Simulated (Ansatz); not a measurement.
**Abstraction of F: GeH3F + GeF3 → GeH3 + GeF4**

Species: GeH3F `[F][GeH3]`, singlet; GeF3 `[F][Ge]([F])[F]`, doublet; GeH3 `[GeH3]`, doublet; GeF4 `[F][Ge]([F])([F])[F]`, singlet. A radical takes F: the energy is the difference in strength between two Ge–F bonds in different surroundings.

Shapes, held fixed at every level: PBE0-D4/def2-TZVP. Programs: Ansatz 0.2.0. The zero-point and thermal change to 298 K, harmonic and unscaled (PBE0-D4/def2-TZVP), is -3.3 kJ/mol.

```
              level                    kind  ΔH(298 K) (kJ/mol)  less CCSD(T)/def2-TZVPP  CPU time (sum over the molecules)
     MP2/def2-TZVPP     perturbation theory               -13.2                     +2.9                                  –
   SPW92/def2-TZVPP                     LDA                +9.1                    +25.2                              7.2 s
  PBE-D4/def2-TZVPP                     GGA               +15.1                    +31.2                               13 s
BHLYP-D4/def2-TZVPP           global hybrid                -2.4                    +13.7                               15 s
 wB97M-V/def2-TZVPP  range-separated hybrid                +2.2                    +18.3                               55 s
   CCSD(T)/def2-SVP   coupled cluster or CI               -21.6                     -5.5                               22 s
      CCSD/def2-SVP   coupled cluster or CI               -22.1                     -6.0                                  –
 CCSD(T)/def2-TZVPP   coupled cluster or CI               -16.1                      0.0                            2.3 min
```

The highest level, CCSD(T)/def2-TZVPP, gives ΔH(298 K) = -16.1 kJ/mol; the levels span -22.1 to +15.1. They disagree on the sign: 3 of 8 are positive. The column of differences is taken from that level and isn't an error. No measured value is set beside it here. Open shells run unrestricted. Relativity is left out for Ge. Outer-core shells of Ge are correlated in most correlated rows, in sets that cover them unevenly. Times are processor times on shared x86 and Arm servers, and rough.

The coupled-cluster and MP2 rows make fluorine transfer to GeF3 mildly exothermic, so the F3Ge–F bond comes out somewhat stronger than H3Ge–F. Fluorine substituents make germanium more positive, which strengthens the polar Ge–F bond, and lone-pair donation into Ge–F antibonding orbitals adds to this. Against it, GeF3 keeps its odd electron in an orbital rich in 4s character, which stabilises the radical; this opposition probably keeps the net preference small.

One Ge–F bond is exchanged for another, so much of the correlation energy cancels: triples hardly matter in the small basis, whereas enlarging the basis moves CCSD(T) from -21.6 to -16.1 kJ/mol. The density functionals all lie higher, PBE-D4 most of all, possibly because they balance polar bonding in GeF4 against the radical differently. BHLYP-D4 is negative only through the thermal term. The wavefunction results support a modest preference for fluorine on the fluorinated centre, but not its precise size, and a favourable enthalpy says nothing about the barrier to transfer.
